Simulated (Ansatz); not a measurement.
# Li: the change of pressure with volume scale

All results are calculated (Ansatz 0.2.0). Periodic Kohn-Sham DFT of a crystal at fixed atoms, scaled to volume_scale times the given cell; pressure positive in compression, energy less spherical unpolarised free atoms, largest_vzz the field gradient of largest size among the nuclei.

The cell before it is scaled or strained (space group P6_3/mmc, No. 194):
```
Li
1.0
      3.1110     0.0000     0.0000
     -1.5555     2.6942     0.0000
      0.0000     0.0000     5.0930
Li
2
Direct
  0.33333 0.66667 0.25000
  0.66667 0.33333 0.75000
```

Settings of every row: method all-electron PAW; functional PBEsol; relativity scalar; k mesh 15x15x8; filling fermi-dirac; smearing width 0.03 eV; nucleus gaussian.

Atom start moment: 0 on all atoms.

| row | volume scale | V (Å³/atom) | pressure (GPa) |
| --- | --- | --- | --- |
| 1 | 0.94 | 20.063 | ? |
| 2 | 0.96 | 20.49 | -0.19 |
| 3 | 0.98 | 20.917 | -0.45 |
| 4 | 0.99 | 21.13 | -0.571 |
| 5 | 1 | 21.344 | -0.686 |
| 6 | 1.01 | 21.557 | -0.797 |
| 7 | 1.02 | 21.771 | -0.903 |
| 8 | 1.04 | 22.198 | -1.101 |
| 9 | 1.06 | 22.625 | -1.282 |

Question: what pressure should row 1 give?

Worked fit of pressure. Take u = (V_r/V)^(2/3) − 1 with V_r = 21.45 Å³ an atom, which is twice the finite (Eulerian) strain; such expansions in the strain, on which the Birch-Murnaghan equation of state is built, carry the rest volume and the bulk modulus. The shown rows have u = 0.031, 0.01692, 0.01007, 0.00331, -0.00331, -0.00985, -0.02259, -0.03493. Least squares give pressure = −0.7422 + 16.695 × u + 35.68 × u² GPa; a straight line predicts inner rows, each left out in turn, worse (root mean square 0.012 against 0.0005 GPa). The rows lie off it by 0.000, 0.000, -0.001, 0.001, 0.000, 0.000, 0.000, 0.000. The withheld row has u = 0.04557, so the fit gives −0.7422 + 16.695 × (0.04557) + 35.68 × (0.04557)² = 0.093 GPa.

The calculation gave 0.093 GPa. The fit meets it to the printed digit. This row lies beyond the range of the fit.
